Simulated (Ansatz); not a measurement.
## Si: pressure against volume scale

All results are calculated (Ansatz 0.2.0). Free energy against uniform scaling of the volume at fixed shape and fractions; periodic cell, basis, potentials, k mesh and filling as listed.

The cell before it is scaled or strained (space group P6_3/mmc, No. 194):
```
cell vectors (Å)
   3.8313     0.0000     0.0000
  -1.9157     3.3180     0.0000
   0.0000     0.0000     6.3326
atoms (fractions of the cell vectors)
Si  0.33333  0.66667  0.06301
Si  0.66667  0.33333  0.56301
Si  0.33333  0.66667  0.43699
Si  0.66667  0.33333  0.93699
```

Settings of every row: functional r2SCAN; dispersion none; potentials PAW; wave cutoff 600 eV; density cutoff 2400 eV; k mesh 7x7x4; k shift 0x0x0; occupations fermi dirac; smearing width 0.1 eV; spin none.

Limits: the cell comes from a prototype or a list of computed structures and needn't be the stable phase.

```csv
row,volume scale,V (Å³/atom),pressure (GPa),energy above lowest point (meV/atom)
1,0.94,18.918,7.07,26.1
2,0.96,19.32,4.54,11.5
3,0.98,19.723,2.26,3
4,1,20.125,?,?
5,1.02,20.528,-1.66,1.9
6,1.04,20.93,-3.33,8.2
7,1.06,21.333,-4.84,18.5
```

Question: what pressure should row 4 give?

Worked fit of pressure. Take u = (V_r/V)^(2/3) − 1 with V_r = 20.125 Å³ an atom, which is twice the finite (Eulerian) strain; such expansions in the strain, on which the Birch-Murnaghan equation of state is built, carry the rest volume and the bulk modulus. The shown rows have u = 0.04209, 0.02759, 0.01354, -0.01313, -0.02581, -0.03812. Least squares give pressure = 0.2 + 146.87 × u + 386.5 × u² GPa; a straight line predicts inner rows, each left out in turn, worse (root mean square 0.23 against 0.0054 GPa). The rows lie off it by 0.00, -0.01, 0.00, 0.00, 0.00, 0.00. The pressure vanishes at u = -0.0014, or V = 20.17 Å³ an atom, and there the bulk modulus at fixed shape and fractions is B = −V dP/dV = (2/3)(1 + u) dP/du = 97.1 GPa. Letting shape and atoms relax would as a rule lower it, by much in layered, chain or molecular crystals. The withheld row has u = 0, so the fit gives 0.2 + 146.87 × (0) + 386.5 × (0)² = 0.20 GPa.

The calculation gave 0.2 GPa. The fit meets it to the printed digit.

The other values of row 4: energy above lowest point 0 meV/atom.
